Intrinsic plasmon strength of a core hole: how many wave vectors to pay for

Suddenly removing a core electron from a metal excites plasmons, which appear in XPS as loss peaks on the high-binding-energy side of the line. The mean number a of plasmons created by the hole itself (the intrinsic strength) is an integral over the plasmon wave vector q. In a first-principles workflow each q costs one evaluation of the screened interaction, so the way q is sampled sets the bill. Formulas use atomic units (ħ = m = e = 4πε0 = 1); results are in eV and Å.

1. Model and exact answer

The hole is a fixed point charge in an electron gas of density parameter rs, with ωp = √(3/rs³) and kF = (9π/4)^(1/3)/rs. The screening has one pole, 1/ε(q,ω) = 1 + ωp²/(ω² − ωq²). The screened interaction v_q/ε, with v_q = 4π/q², then equals the bare term plus exchange of one boson per q, with coupling g_q² = v_q ωp²/(2ωq). Sums over q mean ∫d³q/(2π)³.

With the hole present each boson is a displaced oscillator, so the core Green's function is exactly a bare phase factor times exp C(t) (Langreth 1970), with

C(t) = Σ g_q² (exp(−iωq t) + iωq t − 1)/ωq².

The constant term gives the main line the weight Z = exp(−a), with a = Σ g_q²/ωq². The linear term lowers the binding energy by Δ = Σ g_q²/ωq. The oscillating term, expanded, gives the p-plasmon satellite the weight Z a^p/p!, so a is the area ratio of first satellite to main line. The q² of the volume element cancels the 1/q² of v_q:

a = (ωp²/π) ∫ dq/ωq³,  Δ = (ωp²/π) ∫ dq/ωq²,  q from 0 to ∞.

For the model dispersion ωq = ωp + q²/2, set q = q0 x with q0 = √(2ωp), so that ωq = ωp(1 + x²). With x = tan θ the integrals become ∫cos⁴θ dθ = 3π/16 and ∫cos²θ dθ = π/4 over 0 to π/2. Hence

a = (q0/(π ωp)) I,  I = ∫ f dx = 3π/16,  f = (1 + x²)⁻³,
a = 3√2/(16 √ωp) = 0.201 rs^(3/4),  Δ = √(2ωp)/4.

For potassium and for aluminium, a wiring and pad metal, with typical rs values as the only inputs, the model gives:

metal | rs | ωp (eV) | q0 (1/Å) | a | Z | Δ (eV)
K | 4.86 | 4.40 | 1.07 | 0.66 | 0.52 | 3.87
Al | 2.07 | 15.8 | 2.04 | 0.35 | 0.71 | 7.34

A sampling scheme is judged by δ, its relative deviation from the exact I. Because rs has scaled out, δ for a given grid in x is the same for both metals. The main-line weight changes by the relative amount −aδ to first order.

2. Unit of work and memory

The unit of work is one evaluation of the pair (ωq, g_q²), and N counts evaluations. In a plane-wave RPA code one dielectric matrix takes of order Nk Nv Nc NG² Nω operations to build, NG³ Nω to invert and NG² Nω numbers to hold (k points, occupied and empty bands, plane waves, frequencies). It can be discarded once the pole data are extracted. Afterwards a and Δ need two running sums. The line shape needs the 2N stored pole numbers, N Nt operations for C(t) at Nt times and an FFT of order Nt log Nt. Work and stored data both grow linearly in N, so the question is how N grows as the tolerance η on |δ| tightens.

3. One evaluation: the sharp cutoff

Freezing ωq = ωp up to qc and dropping the rest gives a = qc/(π ωp). With qc = ωp/kF, a rough estimate of where the plasmon meets the pair continuum, a = 1/(π kF) = 0.166 rs. Its ratio to the exact value is 0.823 rs^(1/4): a = 0.81 for K (δ = +22 %) and 0.34 for Al (δ = −1.3 %). The closeness for Al is an accident of that ratio passing through one. The scheme has no parameter to converge.

4. Scheme R: uniform radial grid

Use x = jh, j = 0 … N−1, with weight h/2 at the origin and h elsewhere. Two deviations arise.

Spacing. Since f is even, the uncut rule is half a sum over all integers, and Poisson summation applies. The Fourier transform of f is (π/8)(3 + 3k + k²)exp(−k), so

δh = 2 Σ (1 + k + k²/3) exp(−k),  k = 2πm/h,  m = 1, 2, …

Cutoff. For x > 1/√7, f is convex, so each omitted term h f(jh) is below the integral over its cell. The loss is therefore at most T(X), with X = (N − 1/2)h and

T(X) = 1 − (2/π)[arctan X + X/(1 + X²) + (2/3)X/(1 + X²)²] → 0.340 X⁻⁵ at large X.

The two have opposite signs and can cancel by luck, so the fair measure is the bound B = |δh| + T. A tolerance η needs h of order 2π/ln(1/η) and X ∝ η^(−1/5), so N ∝ η^(−1/5) ln(1/η).

5. Scheme P: mapped radial rule

Substitute x = s tan θ and apply the midpoint rule at θ = (j − 1/2)π/(2N), j = 1 … N. No cutoff remains. The integrand s cos⁴θ/(cos²θ + s² sin²θ)³ is an even function of period π, a series Σ c_k cos 2kθ. The midpoint rule integrates every term exactly except those with k = 2Nm, which survive with sign (−1)^m. The poles lie at exp(2iθ) = (s − 1)/(s + 1) and its inverse and, for s ≠ 1, are triple, so c_k is a quadratic in k times the k-th power of that ratio, whose modulus is ρ = |s − 1|/(s + 1). Thus |δ| ∝ N² ρ^(2N) and N ∝ ln(1/η).

At s = 1 the integrand is cos⁴θ and two points are exact, which is an artefact of knowing the dispersion in advance. A fairer test mis-sets the scale by a factor of two. For s = 2, ρ = 1/3, the integrand is (2/9)(16/D³ − 8/D² + 1/D) with D = 5/2 − (3/2)cos 2θ. For D = A − b cos 2θ and r = √(A² − b²), the series 1/D = (1/r)(1 + 2Σ ρ^k cos 2kθ) with ρ = (A − r)/b yields 1/D² and 1/D³ by differentiation in A. The result is

δ = (32/27) Σ (−1)^m (k² + 7k/4 + 27/16) 3^(−k),  k = 2Nm.

For s = 1/2 the term +7k/4 becomes −17k/4, which makes each term smaller in size, so s = 2 is the harder case.

6. Schemes M0 and M1: cubic mesh

A periodic code samples q on a mesh. A cubic supercell of edge L gives spacing h = 2π/(L q0), and q = 0 is dropped because of the neutralising background. The estimate of I is

S = (h³/4π) Σ′ f(x)/x²,

over mesh points other than the origin. Split f/x² = 1/x² + u(x), with u = −[(1 + x²)⁻¹ + (1 + x²)⁻² + (1 + x²)⁻³] and u(0) = −3.

The 1/x² part, sum minus integral, gives (h/4π) times the regularised lattice sum of 1/|n|² over nonzero integer vectors n. The theta-function (Ewald) split evaluates that sum as −πα, with α = 3 − ∫(ϑ³ − 1)(1 + t^(−1/2))dt over t from 1 to ∞ and ϑ = Σ exp(−πj²t) over all integers j. This gives α = 2.8373 and a contribution −αh/4. The u part lacks its origin term, which adds +3h³/(4π), and carries Poisson images. The three-dimensional transforms of the three terms in u are 2π² exp(−k)/k, π² exp(−k) and π²(1 + k)exp(−k)/4. Dividing by I = 3π/16,

δh(M0) = −(4α/3π)h + (4/π²)h³ − (4/3) Σ′ (2/k + 5/4 + k/4) exp(−k),  k = 2π|m|/h,

with m a nonzero integer vector, 4α/3π = 1.204 and 4/π² = 0.405. M0 is the raw sum. M1 adds αh f(0)/4 to S, which needs only ωp and removes the linear term.

Truncate to the cube |n_i| ≤ n. Cubic symmetry leaves N = (n + 1)(n + 2)(n + 3)/6 distinct points, origin included. The cells fill a cube of half-edge X = (n + 1/2)h, which contains the sphere of radius X, so T(X) is a conservative estimate of the cutoff loss. With N ∝ (X/h)³ and X ∝ η^(−1/5), M0 (h ∝ η) needs N ∝ η^(−18/5) and M1 (h ∝ η^(1/3)) needs N ∝ η^(−8/5).

7. Results on the model

All deviations are in per cent. For P the second column is s and the deviation is the full δ.

scheme | h or s | n | N | δh | T | B
R | 0.8 | – | 2 | +2.3 | 4.4 | 6.7
R | 0.7 | – | 3 | +0.93 | 1.1 | 2.1
R | 0.6 | – | 4 | +0.27 | 0.54 | 0.81
R | 0.5 | – | 8 | +0.046 | 0.040 | 0.086
P | 2 | – | 2 | −35 | 0 | 35
P | 2 | – | 3 | −7.8 | 0 | 7.8
P | 2 | – | 4 | −1.4 | 0 | 1.4
P | 2 | – | 5 | −0.24 | 0 | 0.24
P | 2 | – | 6 | −0.037 | 0 | 0.037
P | 2 | – | 8 | −0.00079 | 0 | 0.00079
M1 | 0.5 | 2 | 10 | +5.1 | 3.8 | 8.9
M1 | 0.25 | 9 | 220 | +0.63 | 0.32 | 0.95
M1 | 0.11 | 33 | 7140 | +0.054 | 0.043 | 0.097
M0 | 0.5 | 2 | 10 | −55 | 3.8 | 59
M0 | 0.07 | 23 | 2600 | −8.4 | 1.4 | 9.8
M0 | 0.007 | 400 | 1.1×10⁷ | −0.84 | 0.15 | 0.99

As potassium supercells, h = 0.25 is a cube of edge 23 Å with about 180 valence electrons, and h = 0.07 is a cube of 84 Å with about 8.2×10³.

8. Cheapest choice for a stated accuracy

The entries are the smallest N whose bound meets the target for any h; the 1 % entry of M0 is near the optimum rather than the exact minimum.

target | R | P | M1 | M0
10 % | 2 | 3 | 10 | 2600
1 % | 4 | 5 | 220 | 1.1×10⁷
0.1 % | 8 | 6 | 7140 | not pursued

R is cheapest at 10 % and 1 %, and P at 0.1 %. Over this range the two differ by one or two evaluations. Below it the logarithmic growth of P beats the power law of R. On a mesh, the correction that turns M0 into M1 costs no additional evaluation and cuts the count by a factor of 260 at 10 %.

9. Best choice inside a budget

With one evaluation the sharp cutoff is all there is, and its deviation for K is 22 %. With two, R gives 6.7 % against 35 % for P. With four, R gives 0.81 % against 1.4 %. With eight, P gives 0.00079 % against 0.086 %. No cubic mesh within eight points (n = 1, N = 4) brings M1 under 10 %. If the code delivers mesh points only, M1 gives 8.9 % for 10 points and 0.95 % for 220.

10. What changes in a real crystal

The radial schemes assume isotropy. Otherwise they repeat along Nd inequivalent directions and cost N Nd. On these counts they stay ahead of M1 while Nd is below 5 at 10 %, 55 at 1 % and 1190 at 0.1 %, provided Nd directions converge the angular average. Two points favour the mesh. Points that differ by a reciprocal lattice vector come from the same dielectric matrix, so the number of matrices grows as h⁻³ and the cutoff enters through NG ∝ X³. Radial points off the k mesh also need extra band calculations at k + q. The exponential terms of R and P rely on an analytic f; a kink in the tabulated data degrades both to a deviation of order spacing squared.

The shift converges more slowly than a, because its tail falls as X⁻³. The four-point R grid (X = 2.1) leaves out 3.6 % of the integral for Δ against 0.54 % for a. Scheme P has no tail, which favours it when both quantities are wanted.

11. The floor set by the model

Convergence below the uncertainty of the dispersion buys nothing. The form used here has ωq² = ωp² + ωp q² + q⁴/4. Lundqvist's plasmon pole has kF² q²/3 as the middle term, which reproduces Thomas-Fermi static screening at small q. Then f becomes (1 + 2βx² + x⁴)^(−3/2) with β = kF²/(3ωp), which is 0.32 for K and 0.49 for Al instead of 1. The integral rises by 30 % for K and 20 % for Al, to a = 0.86 and 0.42. The single pole also omits low-energy electron-hole pairs, which in a metal skew the main line, and it counts their large-q weight as plasmon weight.

The values a = 0.66 for K and 0.35 for Al are therefore the model's, not the metals'. As typical knowledge and not as a measurement, intrinsic strengths inferred from fits to aluminium core-level XPS lie around 0.1 to 0.25, so the model is high by a factor of roughly 1.4 to 3.5; the pair weight in the pole and interference between intrinsic and extrinsic losses are likely contributors, and both act in potassium as well. Against a spread of 20 to 30 % from the dispersion alone, 1 % in the q sum is ample: four uniform or five mapped radial points for an isotropic metal, or the corrected mesh at h = 0.25 when only a periodic mesh is available.